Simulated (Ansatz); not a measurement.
**Ge: do energies and stresses tell the same story?**

These are results of DFT PBEsol, scalar-relativistic, plane waves, PAW (Ansatz), not measurements.

Plane waves to 420 eV, a k mesh through Γ of 6×6×6 on the computed 12-atom cell and Gaussian smearing (0.02 eV); no spin polarisation.

Relaxed cell: P4_32_12, a = 5.925 Å, b = 5.925 Å, c = 6.971 Å, α = 90.00°, β = 90.00°, γ = 90.00°, 12 atoms in the primitive cell. This form isn't the element's structure at ambient conditions.

Energies at zero smearing and pressures from the stress tensor, at volumes with shape and atoms relaxed:
| V (Å³/atom) | E − E(first) (meV/atom) | P (GPa) |
| --- | --- | --- |
| 19.168 | 0.00 | 4.20 |
| 19.780 | -11.54 | 1.91 |
| 20.392 | -15.04 | 0.02 |
| 21.004 | -11.83 | -1.62 |
| 21.615 | -2.98 | -2.97 |

Check P = −dE/dV between neighbouring volumes, and get the bulk modulus from the pressures alone.

With 1 eV/Å³ = 160.2 GPa:
```csv
middle V (Å³/atom),−ΔE/ΔV (GPa),mean P (GPa)
19.474,3.021,3.053
20.086,0.917,0.961
20.698,-0.839,-0.800
21.310,-2.318,-2.292
```

The two differ by 0.04 GPa at most. The mean of two end pressures misses the average over a step by about ΔV² P″/12, up to 0.04 GPa here; with that taken off 0.02 GPa remains. Around V = 20.392 Å³/atom, the two neighbours give B = −V ΔP/ΔV = 20.392 × 3.52 / 1.224 = 58.7 GPa, against B0 = 58.6 GPa from the Birch–Murnaghan fit of the energies.

Energies and stresses do tell the same story: the pressure nearly vanishes at the volume of lowest energy, and the two bulk moduli, 58.7 and 58.6 GPa, are practically equal. In every interval the mean pressure lies slightly above the energy slope, as expected for a convex pressure–volume curve, so most of the mismatch comes from the finite volume step rather than from an inconsistent stress.

That convexity reflects bond anharmonicity. Compression brings a steeply rising short-range repulsion, while expansion weakens the covalent bonds, so the pressure changes less with each successive step outward. In this dense tetrahedral form of germanium, distorted bond angles and the linkage of the network probably also take up part of the strain, since bending costs less than stretching. This would help explain how a framework denser than the diamond form can still be fairly compressible.

Because both routes derive from the same functional, their agreement supports the numerical consistency of the equation of state, not its accuracy against experiment.
